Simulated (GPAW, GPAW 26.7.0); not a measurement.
# Rh(111) surface core-level shift from PBE core-hole energies: within 0.3 eV of photoemission

## What was measured

High-resolution core-level photoemission on clean Rh(111) resolves the Rh 3d emission of the outermost layer from that of the bulk. The quantity taken from it is the difference in binding energy, first layer less bulk. It is negative: a 3d electron of a surface atom is less strongly bound than one deep in the crystal. The measured shift contains both the different potential at a surface atom before ionisation and the different screening of the hole left behind. The value is from "Surface core-level shifts of some 4d-metal single-crystal surfaces: Experiments and ab initio calculations" (1994, Phys. Rev. B 50, 17525, Tables I and III). The sample temperature is not given with the value.

| compared with | measured | source's wording or label | method |
| --- | --- | --- | --- |
| first-layer shift (eV) | −0.5 | Rh 3d, first layer against the bulk | high-resolution core-level photoemission |

Conditions are those given with the value in the passage it was taken from; "not stated" means there, and the paper may say more elsewhere. The values are a selection: others may have been left out beforehand as unlike or outlying.

## Approach

The aim is the first-layer 3d shift within 0.3 eV of experiment. With a measured shift of −0.5 eV, that limit still demands the right sign and a clearly non-zero size; it is a modest test of magnitude, not one fit to rank functionals.

I go straight to total-energy differences with a screened core hole, in PBE, on a relaxed five-layer slab. Initial-state core eigenvalues would be cheaper but leave out the difference in screening between surface and bulk. Bulk-cut atoms would save the relaxation but miss the slight movement of the top layer. Rh is treated as nonmagnetic, and the surface as unreconstructed.

Two limits of the model are plain from the start. In a 1×1 cell the hole repeats on every atom of its layer, and the middle of five layers has to stand for the bulk. The starting lattice constant, 3.7957 Å, comes from an old database entry and is about 0.2 % short, probably because it is in kX units. I keep it for the first result and test the lattice afterwards. Thermal motion is not included; I expect its effect on a difference between two atoms of the same stiff metal to be small against the target.

System: clean Rh(111); 1x1 slab of Rh, a = 3.7957 A from a database cell (an old entry, about 0.2 % short, probably in kX units).

On the selection of runs and values: Besides any runs that a report passes over, these were set aside when the results were gathered: 1 ended timeout; 9 planned but not run to their end in the time given.

## 1. PBE core-hole shift and its cutoff check

I run the relaxed PBE slab at the database lattice together with the same slab at a cutoff raised by 30 %, relaxed anew. The shift is a small difference of large total energies, so I want the basis checked before I read anything into the number. I expect a negative shift of a few tenths of an eV, hardly altered by the higher cutoff.

**Run 1.** GPAW 26.7.0: PBE, 5 layers, 14 A vacuum, given lattice, relaxed, core hole in the 1x1 cell, 3 inner atoms held in the relaxation; relaxation step without spin-orbit coupling on gpaw pw at 420 eV, mesh 18x18x1: atoms moved by up to 0.01 A (mesh 18x18x1, cutoff 420 eV, 5 atoms).

Key lines of the input:
```
atoms = Atoms(['Rh', 'Rh', 'Rh', 'Rh', 'Rh'],
              cell=[[2.683965, 0.0, 0.0], [1.341983, 2.324382, 0.0], [0.0, 0.0, 22.765794]],
              scaled_positions=[[0.0, -0.0, 0.692805], [0.666667, 0.666667, 0.596261], [0.333333, 0.333333, 0.5], [0.0, ...],
              pbc=(True, True, True))
params = dict(mode=PW(420),
              xc='PBE',
              kpts={'size': (18, 18, 1), 'gamma': True},
              occupations=FermiDirac(0.05),
              nbands=-8,
              maxiter=200,
              txt='gs.txt',
              mixer=Mixer(0.05, 8, 80))
hole.calc = GPAW(**{**params, 'charge': -1, 'txt': f'hole{i}.txt', 'setups': {**params.get('setups', {}), i: 'hole' + params.get('setups', {}).get(atoms[i].symbol, '')}})
out['levels'][i] = hole.get_potential_energy(force_consistent=True) + hole.calc.get_reference_energy() - e0
```

Command:
```
gpaw-setup -f PBE Rh > setup.log
gpaw-setup -f PBE --core-hole=3d,1.0 --name=hole Rh > setup.log
OMP_NUM_THREADS=1 mpirun -n 4 gpaw python run.py > run.log
```

Selected lines of the output:
```
Cutoff: 420.0 eV
Converged in 23 steps
Free energy:     -34.925599
Extrapolated:    -34.894933
Fermi level: 3.065
[energy with the hole less without, eV] Rh 1 3d: 306.858, Rh 2 3d: 307.423, Rh 3 3d: 307.469
[planar average: potential in the vacuum over the top face, 5.160 eV above the Fermi level]
```

Converged; 21 min on 4 cores of Arm Neoverse V2, shared host.

**Run 2.** GPAW 26.7.0: PBE, 5 layers, 14 A vacuum, cutoff at 130 % of the usual, core hole in the 1x1 cell, atoms relaxed first, 3 inner atoms held in the relaxation; relaxation step without spin-orbit coupling on gpaw pw at 546 eV, mesh 18x18x1: atoms moved by up to 0.01 A (mesh 18x18x1, cutoff 546 eV, 5 atoms).

Key lines of the input, as changed from run 1:
```diff
  atoms = Atoms(['Rh', 'Rh', 'Rh', 'Rh', 'Rh'],
-               scaled_positions=[[0.0, -0.0, 0.692805], [0.666667, 0.666667, 0.596261], [0.333333, 0.333333, 0.5], [0.0, ...],
+               scaled_positions=[[0.0, -0.0, 0.692838], [0.666667, 0.666667, 0.596261], [0.333333, 0.333333, 0.5], [0.0, ...],
- params = dict(mode=PW(420),
+ params = dict(mode=PW(546),
```

Selected lines of the output:
```
[energy with the hole less without, eV] Rh 1 3d: 306.854, Rh 2 3d: 307.419, Rh 3 3d: 307.465
```

Converged; 34 min on 4 cores of Arm Neoverse V1, shared host.

| quantity | run 1 | run 2 | measured |
| --- | --- | --- | --- |
| first-layer shift (eV) | −0.611 | −0.611 | −0.5 |

The shift is −0.611 eV, larger in size than the measured −0.5 eV by about 0.11 eV and well inside the target. Raising the cutoff lowers the energy needed to make the hole by 0.004 eV in the top layer and in the middle layer alike, so the difference stays where it was. The plane-wave basis is not what separates this result from experiment.

In run 1 the hole energy of the second layer, 307.423 eV, lies only about 0.05 eV below that of the middle one, 307.469 eV. Nearly all of the shift therefore belongs to the outermost atoms, which is what I would want to see before letting the third layer stand for the bulk. It does not replace a thicker slab, and it says nothing about the repetition of the hole within its layer.

## 2. Lattice, k-point mesh and LDA for scale

The short database lattice still has to be tested, so I repeat the PBE slab at the PBE lattice constant. A 12×12 mesh shows how sensitive the shift is to sampling of the d bands at the Fermi level; it is coarser than the mesh of the main result and serves only as a measure of that sensitivity. LDA at its own relaxed lattice is the neighbouring level. I expect each of the three to move the shift by no more than several hundredths of an eV, because most of what changes should be common to surface and middle atoms.

**Run 3.** GPAW 26.7.0: PBE, 5 layers, 14 A vacuum, PBE lattice, relaxed slab, core hole in the 1x1 cell, 3 inner atoms held in the relaxation; relaxation step without spin-orbit coupling on gpaw pw at 420 eV, mesh 18x18x1: atoms moved by up to 0.03 A (mesh 18x18x1, cutoff 420 eV, 5 atoms).

Key lines of the input, as changed from run 1:
```diff
  atoms = Atoms(['Rh', 'Rh', 'Rh', 'Rh', 'Rh'],
-               cell=[[2.683965, 0.0, 0.0], [1.341983, 2.324382, 0.0], [0.0, 0.0, 22.765794]],
-               scaled_positions=[[0.0, -0.0, 0.692805], [0.666667, 0.666667, 0.596261], [0.333333, 0.333333, 0.5], [0.0, ...],
+               cell=[[2.708489, 0.0, 0.0], [1.354244, 2.34562, 0.0], [0.0, 0.0, 22.765794]],
+               scaled_positions=[[0.0, -0.0, 0.692851], [0.666667, 0.666667, 0.59714], [0.333333, 0.333333, 0.5], [0.0, ...],
```

Selected lines of the output:
```
[energy with the hole less without, eV] Rh 1 3d: 306.835, Rh 2 3d: 307.381, Rh 3 3d: 307.391
```

Converged; 17 min on 4 cores of Intel Xeon Platinum 8488C (Sapphire Rapids), shared host.

**Run 4.** GPAW 26.7.0: PBE, 5 layers, 14 A vacuum, another k-point mesh, core hole in the 1x1 cell, atoms relaxed first, 3 inner atoms held in the relaxation; relaxation step without spin-orbit coupling on gpaw pw at 420 eV, mesh 12x12x1: atoms moved by up to 0.01 A (mesh 12x12x1, cutoff 420 eV, 5 atoms).

Key lines of the input, as changed from run 1:
```diff
  atoms = Atoms(['Rh', 'Rh', 'Rh', 'Rh', 'Rh'],
-               scaled_positions=[[0.0, -0.0, 0.692805], [0.666667, 0.666667, 0.596261], [0.333333, 0.333333, 0.5], [0.0, ...],
+               scaled_positions=[[0.0, -0.0, 0.692862], [0.666667, 0.666667, 0.596261], [0.333333, 0.333333, 0.5], [0.0, ...],
  params = dict(mode=PW(420),
-               kpts={'size': (18, 18, 1), 'gamma': True},
+               kpts={'size': (12, 12, 1), 'gamma': True},
```

Converged; took 8.4 min.

**Run 5.** GPAW 26.7.0: LDA, 5 layers, 14 A vacuum, own relaxed lattice, relaxed slab, core hole in the 1x1 cell, 3 inner atoms held in the relaxation; relaxation step without spin-orbit coupling on gpaw pw at 420 eV, mesh 18x18x1: atoms moved by up to 0.03 A (mesh 18x18x1, cutoff 420 eV, 5 atoms).

Key lines of the input, as changed from run 1:
```diff
  atoms = Atoms(['Rh', 'Rh', 'Rh', 'Rh', 'Rh'],
-               cell=[[2.683965, 0.0, 0.0], [1.341983, 2.324382, 0.0], [0.0, 0.0, 22.765794]],
-               scaled_positions=[[0.0, -0.0, 0.692805], [0.666667, 0.666667, 0.596261], [0.333333, 0.333333, 0.5], [0.0, ...],
+               cell=[[2.653293, 0.0, 0.0], [1.326647, 2.297819, 0.0], [0.0, 0.0, 22.765794]],
+               scaled_positions=[[-0.0, 1e-06, 0.688908], [0.666667, 0.666667, 0.595161], [0.333333, 0.333333, 0.5], ...],
  params = dict(mode=PW(420),
-               xc='PBE',
+               xc='LDA',
```

Command:
```
gpaw-setup -f LDA Rh > setup.log
gpaw-setup -f LDA --core-hole=3d,1.0 --name=hole Rh > setup.log
OMP_NUM_THREADS=1 mpirun -n 4 gpaw python run.py > run.log
```

Converged; 31 min on 4 cores of Arm Neoverse V1, shared host.

| quantity | run 3 | run 4 | run 5 | measured |
| --- | --- | --- | --- | --- |
| first-layer shift (eV) | −0.556 | −0.622 | −0.571 | −0.5 |

At the PBE lattice constant the shift is −0.556 eV, 0.055 eV smaller in size than at the database lattice. The in-plane spacing grows by about 0.9 % between the two runs, several times the suspected kX error, so the short database cell is no serious threat to the result. The PBE cell was itself relaxed at a moderate fixed cutoff and may not be the functional's converged one.

Most of the change comes from the reference atom. The energy to make the hole falls by about 0.08 eV in the middle layer (307.469 to 307.391 eV) but by only about 0.02 eV in the top layer (306.858 to 306.835 eV), and the gap between second and middle layers shrinks from about 0.05 to 0.010 eV. The two slabs differ in more than the lattice constant. By the input coordinates, the top layer sits about 0.3 % of the bulk spacing outward on the database cell, which is short of PBE's own, and about 1.5 % inward on the PBE cell. The change therefore mixes strain with top-layer relaxation. I also suspect that the middle of so thin a slab is not yet a settled bulk reference at the level of a few hundredths of an eV; a thicker slab would be the test, and none is shown in this report.

The coarser mesh gives −0.622 eV, a change of 0.011 eV, so sampling is a minor matter against the target. LDA at its own lattice gives −0.571 eV, within 0.015 eV of PBE treated the same way. Its cell carries the same doubt as the PBE one, and the difference is too small to prefer either functional. All three changes are of the size I expected, and every shift stays within 0.3 eV of the measured value.

## All runs against the measurement

| run | settings | first-layer shift (eV) | deviation | cost |
| --- | --- | --- | --- | --- |
| 1 | PBE, given lattice, relaxed, mesh 18x18x1: atoms moved by up to 0.01 A (mesh 18x18x1, cutoff 420 eV, 5 atoms) | −0.611 | −0.111 | 84 core-min |
| 2 | PBE, cutoff at 130 % of the usual, atoms relaxed first, relaxation step without spin-orbit coupling on gpaw pw at 546 eV | −0.611 | −0.111 | 2.3 core-h |
| 3 | PBE, PBE lattice, relaxed slab, mesh 18x18x1: atoms moved by up to 0.03 A (mesh 18x18x1, cutoff 420 eV, 5 atoms) | −0.556 | −0.056 | 69 core-min |
| 4 | PBE, another k-point mesh, atoms relaxed first, mesh 12x12x1: atoms moved by up to 0.01 A (mesh 12x12x1, cutoff 420 eV, 5 atoms) | −0.622 | −0.122 | 34 core-min |
| 5 | LDA, own relaxed lattice, relaxed slab, mesh 18x18x1: atoms moved by up to 0.03 A (mesh 18x18x1, cutoff 420 eV, 5 atoms) | −0.571 | −0.071 | 2.1 core-h |
|  | measured | −0.5 |  |  |

Further runs on the same system, made beside this series (convergence steps with loose settings among them):

| further | settings | first-layer shift (eV) | deviation | cost |
| --- | --- | --- | --- | --- |
| F1 | PBE, 4 layers, given lattice, relaxed, core hole in the 1x1 cell, 2 inner atoms held in the relaxation, mesh 18x18x1: atoms moved by up to 0.01 A (mesh 18x18x1, cutoff 420 eV, 4 atoms) | −0.612 | −0.112 | 41 core-min |
| F2 | PBE, 5 layers, 8 A vacuum, core hole in the 1x1 cell, atoms relaxed first, 3 inner atoms held in the relaxation | −0.609 | −0.109 | 65 core-min |
| F3 | PBE, 5 layers, 14 A vacuum, cutoff at 65 % of the usual, core hole in the 1x1 cell, atoms relaxed first, 3 inner atoms held in the relaxation | −0.620 | −0.120 | 25 core-min |
| F4 | PBE, 5 layers, 14 A vacuum, Fermi-Dirac width 0.2 eV, core hole in the 1x1 cell, atoms relaxed first, 3 inner atoms held in the relaxation | −0.558 | −0.058 | 77 core-min |
| F5 | LDA, 5 layers, 14 A vacuum, given lattice, bulk-cut atoms, core hole in the 1x1 cell (mesh 18x18x1, cutoff 420 eV, 5 atoms) | −0.599 | −0.099 | 74 core-min |
|  | measured | −0.5 |  |  |

## Conclusion

The relaxed PBE slab at the database lattice meets the target. It gives a first-layer shift of −0.611 eV against the measured −0.5 eV, a deviation of 0.111 eV where 0.3 eV was allowed, for 84 core-minutes. The sign is right and the size is about a fifth too large.

The higher cutoff left the shift unchanged, and a thinner vacuum moved it by only 0.002 eV. The coarser mesh moved it by 0.011 eV; a denser one is not shown in this report. More telling are the lattice constant and the electronic smearing: the PBE lattice reduces the size of the shift by 0.055 eV, a Fermi-Dirac width of 0.2 eV (shift −0.558 eV) by about 0.05 eV. Neither threatens the pass, but both forbid reading meaning into hundredths of an eV. LDA added scale and no ranking. I draw no conclusion from the runs on the PBE and LDA lattices lying closer to experiment. Their top layers relax inward where that of the database slab moves slightly outward, which may matter, but those cells may not be fully converged and the gain is of about the same size as the effect of the smearing, or smaller.

The method includes both the initial potential and the screening of the hole, so the agreement has a sound physical basis. A separation of the two parts is not shown in this report, and errors may still cancel between them.

Of the remaining excess, the slightly short database cell can probably explain only a small part, and the runs shown do not separate the effect of the lattice from that of the top-layer relaxation. The repetition of the hole on every atom of its layer may contribute, with unknown sign and size. A four-layer slab gives −0.612 eV, nearly the same, but this says little about the bulk reference, since its inner atoms are themselves second-layer atoms. The bulk reference therefore still needs a thicker slab, and the hole a wider surface cell, before the last tenth of an eV can be assigned.

[Logs are printed without paths, hosts, clocks, repeated set-up lines and the standing remarks that a program may print on its own settings, such as how far it seeks lower states.]

[The runs shown are a pick from a larger set of finished runs; failed, doubtful and other runs were left out of it ahead of writing. So were measured values far from every level or from commonly accepted values, and agreement can look better than it is. Lines of input and output are excerpts and may be shortened.]
